Boron arsenide, BAs, has the zinc-blende structure: every atom sits at the centre of a tetrahedron of four atoms of the other kind. Three elastic constants describe the stiffness of such a cubic crystal. C11 is the stress along a cube edge per unit strain along that edge, C12 is the stress this same strain causes on the side faces, and C44 is the resistance to a shear that changes the right angle between two cube edges. The bulk modulus B measures the resistance to uniform compression.

Measured elastic constants of zinc-blende BAs and those computed with GPAW 26.7.0, using PBE with D3M(BJ) dispersion, PAW data sets (gpaw-data 1.2.1), an 800 eV plane-wave cutoff and a 10 × 10 × 10 k mesh. In the calculation the cell was relaxed first and then strained by 0.01, with the atoms free to move within the strained cell.

```tsv
row	computed constant (GPa)	what it is	measured constant (GPa)	label in the paper, method, sample	temperature of the measurement (K)	source
1	n/a	n/a	79.5	C12; from C11 and literature bulk modulus; bulk crystal	n/a	arXiv:1911.11281 (2019)
2	81	C12	n/a	n/a	n/a	n/a
3	n/a	n/a	148	literature experimental value; not stated; bulk crystal	n/a	arXiv:1911.11281 (2019)
4	n/a	n/a	149	C44; picosecond ultrasonics with literature bulk modulus; bulk crystal	300	arXiv:1911.11281 (2019)
5	151.9	bulk modulus (Hill)	n/a	n/a	n/a	n/a
6	163	C44	n/a	n/a	n/a	n/a
7	n/a	n/a	285	C11; surface acoustic waves and picosecond ultrasonics; bulk crystal	n/a	arXiv:1911.11281 (2019)
8	294	C11	n/a	n/a	n/a	n/a
```

**(a) Which constant is largest, and which computed value lies furthest from its measured partner?**

*Solution.* C11 is the largest, computed and measured alike. Stretching the crystal along one edge while its sides are held changes both the lengths of the bonds and the angles between them, and the crystal resists both. A shear does this too, but it loads the angles less, as the spring model of part (d) will show.

All four computed values lie above the measured ones. For C11, C12 and B the excess is 2 to 3% of the measured value. For C44 it is about 9%, with 163 GPa computed against 149 GPa measured, so the shear constant deserves the closest look.

**(b) Do the good agreements in C11, C12 and B count as three successes?**

*Solution.* They count as two. In a cubic crystal B = (C11 + 2 C12)/3, and the measured C12 was obtained from this relation, with C11 and a literature bulk modulus put in. The relation also identifies the measured value labelled only as a literature value: (285 + 2 × 79.5)/3 = 148 GPa, which is B.

The derivation magnifies errors. An error of 1 GPa in the measured B moves the derived C12 by 1.5 GPa, enough to cover the whole difference between the computed and the measured C12. The close match in C12 therefore adds no evidence of its own.

**(c) Suppose the atoms were not allowed to relax inside the strained cell. Which constants would change?**

*Solution.* Only C44 would change. The same calculation also gives the constants with the atoms held at the positions that the strain alone assigns to them. C44 is then 194 GPa, about 30% above the measured value, while C11 and C12 stay as they are.

The reason lies in the tetrahedron. A shear in the xy plane lengthens two of the four bonds of an atom and shortens the other two. The long pair points to one side along z and the short pair to the other, so the atom feels a net force along z. The boron and arsenic sublattices slide against each other until this force vanishes, and the sliding lowers the energy cost of the shear. A stretch along a cube edge changes all four bonds equally, their pulls cancel, and no sliding follows.

**(d) Estimate C44 from the computed C11 and C12 alone.**

*Solution.* The Keating model gives the crystal two kinds of spring, one against stretching bonds and one against bending the angles between them. The second acts on the scalar product of two neighbouring bonds, so it also responds somewhat to their lengths. Let α and β be their stiffnesses, expressed in GPa. In this model C11 + 3 C12 = α and C11 − C12 = β, so the table gives

α = 294 + 3 × 81 = 537 GPa, β = 294 − 81 = 213 GPa.

Now apply a shear γ and let the sublattices slide by w, measured in quarters of the cube edge. The energy per volume is

[α(γ + w)² + β(γ − w)²]/8.

A slide with negative w relieves the bonds and loads the angles. The two deformations always add up to 2γ, so the springs act in series, and the softer one takes the larger share.

With the atoms held, w = 0 and both springs are deformed equally. Since the energy is also C44 γ²/2, this gives C44 = (α + β)/4 = 750/4 = 187.5 GPa. C11 in the same model is (α + 3β)/4, with the same stretching part and three times the bending part, which is why it is larger. With the atoms free, the energy is lowest when α(γ + w) = β(γ − w), and then

C44 = αβ/(α + β) = 537 × 213/750 = 152.5 GPa.

The model thus predicts a softening of 35 GPa, where the full calculation finds 31 GPa. Its final C44 is about 6% below the computed one. C11 and C12 supplied the two springs and C44 was kept out, so this is a real comparison. The model leaves out all forces that reach beyond neighbouring bonds and angles, and its closeness owes something to Keating's form of the springs: a model built on true bond lengths and true angles, fitted to the same C11 and C12, is expected to give a lower C44 and to miss by more. The series mechanism is the robust part, not the 6%. The output below gives the same estimate beside a simpler one, (C11 − C12)/2, which would hold for an isotropic solid and is much too low at 106.5 GPa.

**(e) What would happen to C44 if another element made the bond angles half as stiff, with the bonds unchanged?**

*Solution.* Halving β to 106.5 GPa gives C44 = 537 × 106.5/643.5 ≈ 89 GPa, a fall of roughly 40%. For springs in series the softer one counts most, and here that is the bending spring. If the angles had no stiffness at all, the sublattices could slide until every bond recovered its length, and C44 would vanish.

This gives a rule for related zinc-blende crystals. Strongly directional covalent bonds keep the angles stiff and C44 high. More ionic bonding usually weakens the angular forces relative to the stretching forces, and C44 then suffers more than B, which in this model is (3α + β)/12 and so rests mainly on the bonds. Uniform compression changes no angle; β appears here only because Keating's bending spring also feels the bond lengths.

**(f) The cell was relaxed before it was strained. Does the 3% agreement in B show that the method describes the bonds that well?**

*Solution.* It does not, because the volume moved as well. Relaxation shortened the cube edge from 4.777 Å, which is close to the measured edge, to 4.711 Å, a loss of about 4% in volume. Crystals stiffen when their atoms are pushed together. With a typical pressure derivative of about 4 for the bulk modulus, returning to the starting volume would lower B by something like 20 GPa. That figure is good only to an order of magnitude, but it is well above the 4 GPa that separates the computed B from the measured one.

The likely source of the contraction is the dispersion term, an added attraction between atoms that amounts to 1.3 eV per two-atom cell in this run. The PBE functional by itself usually makes crystals slightly too large and too soft. The added attraction may have overcorrected the size and, through the smaller volume, made up for bonds that are too soft. This is a conjecture; constants computed at both volumes, with and without the dispersion term, would test it.

**(g) Which digits can be trusted in a comparison with experiment?**

*Solution.* For C11 and B, two figures are the most that should be quoted, and the second is itself uncertain. The third figure is what this run gives at these settings, but the effect of the volume estimated in (f) already reaches the second figure of B. No tests with a finer k mesh or another size of strain are given here either. The calculation also describes a crystal without thermal or zero-point motion, whereas C44 was measured at 300 K. Such motion normally softens a crystal, so even a calculation that was exact in every other respect would come out slightly high.

For C44 the order of the effects matters more than the last digit. Internal relaxation removes 31 GPa, and an excess of 14 GPa over experiment remains. With the measured C11 and C12 in place of the computed ones, the spring model falls from 152.5 to 147.6 GPa, so the excess in those two constants would explain only about 5 GPa of the remainder. The model misses the computed C44 by about 10 GPa, though with measured input it misses the measured C44 by only 1.4 GPa, so even this share is uncertain. The contracted cell of part (f) may account for some of it, and the measured C44 is not a wholly direct value either, because a literature bulk modulus was used to obtain it. The measured values were also read out of the cited paper by a program, and a few in a hundred of such readings may be wrong. C11, C12 and B at least fit together through the relation in part (b), but no exact relation tests the 149 GPa for C44, so it should be checked in the paper before much is built on the excess. For practical use, the first thing to check in any computed C44 of a zinc-blende crystal is whether the atoms were free to move within the strained cell.

Printed output of the fit:

```
C11 computed less measured, GPa: 9
C11 computed above measured, percent: 3.158
C12 computed less measured, GPa: 1.5
C12 computed above measured, percent: 1.887
C44 computed less measured, GPa: 14
C44 computed above measured, percent: 9.396
Bulk modulus computed less measured, GPa: 3.9
Bulk modulus computed above measured, percent: 2.635
Bulk modulus from measured C11 and C12, GPa: 148
Shift of derived C12 if measured bulk modulus were 1 GPa higher, GPa: 1.5
Softening of C44 by internal relaxation, GPa: 31.02
Softening of C44 by internal relaxation, percent of held value: 15.99
C44 with atoms held above measured, percent: 30.21
Keating C44 with sublattices held, GPa: 187.5
Keating C44 with sublattices free, GPa: 152.5
Keating softening, GPa: 34.99
Keating free C44 against computed C44, percent: -6.437
Keating C44 from measured C11 and C12, GPa: 147.6
Isotropic-solid estimate of C44 from computed constants, GPa: 106.5
Ratio of bending to stretching constant in Keating model: 0.3966
Cubic edge of given and relaxed cell, A: 4.777, 4.711
Volume of relaxed cell against given cell, percent: -4.091
Order of magnitude only, fall of bulk modulus on stretching to given volume with pressure derivative about 4, GPa: 23.37
```
